The metal in the table is germanium with one atom in its repeating cell, not the semiconductor with the diamond structure that germanium usually is. It is computed with the local density approximation. Only the k mesh changes: the grid of electron wave vectors over which the calculation averages. The column "energy less reference" gives each run's energy per atom minus that of the 11x11x10 run.

Ansatz 0.2.0, LDA single-point calculations with plane waves and PAW for germanium in a one-atom cell (space group Cmmm), without spin polarization. Cutoffs are 420 eV for the waves and 1680 eV for the density, with cold smearing of 0.1 eV and unshifted k meshes. Energies are free energies relative to the 11x11x10 run.

```csv
k mesh,energy less reference (meV/atom)
3x3x3,700.0
4x4x4,253.9
6x6x5,10.6
7x7x7,-13.5
9x9x8,29.7
```

*Which mesh is furthest off, and how much does the next one gain?* The coarsest, 3x3x3, lies 700 meV per atom above the reference. Going to 4x4x4 removes 446 meV of that, but 253.9 meV remains. Both errors are far larger than the 40 meV per atom that the warning supplied with the data allows for a coarse mesh, so for these two runs the warning is too mild. The fall from one to the other doesn't depend on the reference at all, which cancels in the difference of two rows.

*Is 9x9x8 worse than 6x6x5, as the table seems to say?* The numbers can't decide it. The three finer meshes differ from the reference by 10.6, −13.5 and 29.7 meV, all inside that 40 meV allowance, and the reference mesh, only a little finer than 9x9x8, may itself be off by a similar amount. A denser mesh as the zero would shift all three by the same amount, and another of them could then lie closest to it. The negative value is no fault either, because refining a k mesh doesn't have to lower the energy.

*Why does a coarse mesh miss the energy at all?* The energy of a crystal is built from averages over all wave vectors, and the mesh replaces them by finite sums. In a metal a boundary, the Fermi surface, separates occupied from empty states. The bands overlap in every run here, so such a boundary exists. Each mesh point speaks for a small region around it, and where the boundary cuts through that region the point gives the wrong share of occupied states.

Counting the crossings of graph paper that fall inside a drawn circle, to estimate its area, has the same difficulty. Finer paper helps on the whole, yet the count may come out too high or too low, and one finer grid can do worse than a coarser one. The comparison holds for the number of electrons, which are either counted or not. The energy is more forgiving, and the reason also tells how fast it should settle.

*How fast should the error shrink?* Let n be the number of divisions along each axis. A mesh can't tell a constant from a ripple that completes whole periods between neighbouring points, so the error consists of the ripples of that kind contained in the averaged quantity. A sharp jump contains them with a strength proportional to 1/n. On a curved surface only the patch that runs parallel to the crests adds up, and its area shrinks as another 1/n. The error in the electron count thus falls as 1/n².

For the energy, the missing or surplus electrons are restored at the Fermi level, the energy up to which states are filled. What matters is therefore each state's energy measured from that level. This quantity is zero at the boundary, so it bends there instead of jumping, and a bend contains ripples weaker by a further factor 1/n. The energy error then falls as 1/n³, or as one over the number of mesh points. Since the crests meet the boundary at a different phase for each mesh, this law describes the outer limit of an error that swings between positive and negative.

The first two rows allow one estimate. Suppose that the error at 3x3x3, with its 27 points, stands right at the limit. At 4x4x4, with 64 points, the limit is then 700 × 27/64 ≈ 295 meV. The calculation gives 253.9 meV, so the size is about right. At 6x6x5 the limit is about 105 meV and the table shows a tenth of it, which an oscillating error permits but which tests the law only weakly. Two well-resolved energies don't establish the exponent, and the derivation is stretched at 3x3x3, where the Fermi level itself is far off; the output below compares every row with this limit.

*Does the Fermi level settle as quickly as the energy?* It should be slower, since it follows the electron count and so the 1/n² law. In the same runs it lies 0.74 eV below its reference value at 3x3x3 and still 0.14 eV above it at 9x9x8. Its error has shrunk about fivefold, while that of the energy has shrunk about 24-fold. The direction agrees with the argument, but the sizes fit only roughly. Scaled from 3x3x3, the 1/n² law gives 0.41 eV at 4x4x4, where the run has 0.50 eV, and 0.09 eV at 9x9x8. The coarsest run thus sets no strict ceiling, and the exact ratios depend on a reference that is itself uncertain. A mesh that serves for the energy may still be too coarse for a property that depends on where the Fermi level lies.

*Since 6x6x5 comes within 11 meV of the reference, is it a safe choice?* The same run gives a warning. The sum of its occupied band energies is 0.53 eV away from the reference, and the electrostatic energy of the electron cloud differs by about 0.25 eV, so the electron density has not settled. The total energy hides much of this, because near the self-consistent density it responds only to the square of a small density error. The band sum responds in direct proportion. Close agreement of one total energy is thus weak evidence that a mesh is fine enough.

*What would it take to trust single millielectronvolts, and would another setting or material make it easier?* Scaled to the 1210 points of the reference mesh, the limit is still 700 × 27/1210 ≈ 16 meV. For 1 meV it asks for 700 × 27 = 18,900 points, or about 27 divisions per axis. That is a long extrapolation from one coarse run, good for planning a test but not for replacing it. Until such a test is made, the energies of the three finer meshes are known only to some tens of meV.

Wider smearing, which fills the states near the Fermi level gradually, would soften the jump. It helps once its width is a sizeable fraction of the energy step from one mesh point to the next. For free electrons of the same density that step is several eV even at 9x9x8, against the 0.1 eV used here. On these meshes, smearing wide enough to cure the error would therefore be expected to change the occupations of the metal strongly.

A material with completely filled bands, such as silicon in its diamond structure, removes the cause instead. It has no Fermi surface, so the averaged quantity is smooth and contains hardly any fine ripples. Its error falls exponentially with n, and a modest mesh suffices. To judge a neighbouring case, the first thing to ask is whether a boundary between filled and empty states cuts through the bands.

Output of the analysis:

```
Energy against the 1/(number of points) envelope:
    row  points in full mesh  energy less reference meV  envelope from 3x3x3 meV  energy times points eV
  3x3x3                   27                        700                      700                    18.9
  4x4x4                   64                      253.9                    295.3                   16.25
  6x6x5                  180                       10.6                      105                   1.908
  7x7x7                  343                      -13.5                     55.1                   -4.63
  9x9x8                  648                       29.7                    29.17                   19.25
Other quantities less the reference run:
    row  Fermi level eV  Fermi envelope from 3x3x3 eV  band sum eV  smearing-free energy meV
  3x3x3          -0.736                         0.736      -0.6468                     703.5
  4x4x4          0.4958                         0.414       0.3399                       256
  6x6x5          0.0299                        0.2078        0.532                      10.7
  7x7x7         -0.1364                        0.1352      -0.1348                    -13.31
  9x9x8          0.1392                       0.08846     -0.04964                     30.18
Points in the reference mesh: 1210
Fall in energy from 3x3x3 to 4x4x4 in meV per atom: 446.1
Energy ratio 3x3x3 to 4x4x4: 2.757
Same ratio from the envelope law: 2.37
Spread of the three finest listed meshes in meV per atom: 43.2
Energy ratio 3x3x3 to 9x9x8: 23.57
Fermi level shift ratio 3x3x3 to 9x9x8 in size: 5.287
Envelope carried on to the reference mesh in meV per atom: 15.62
Free-electron scale of energy times points in eV (order of magnitude only): 17.52
Free-electron energy step between mesh points at 3x3x3 in eV (order of magnitude only): 10.77
Free-electron energy step between mesh points at 9x9x8 in eV (order of magnitude only): 4.04
Largest change of a difference when smearing is removed in meV per atom: 3.47
```
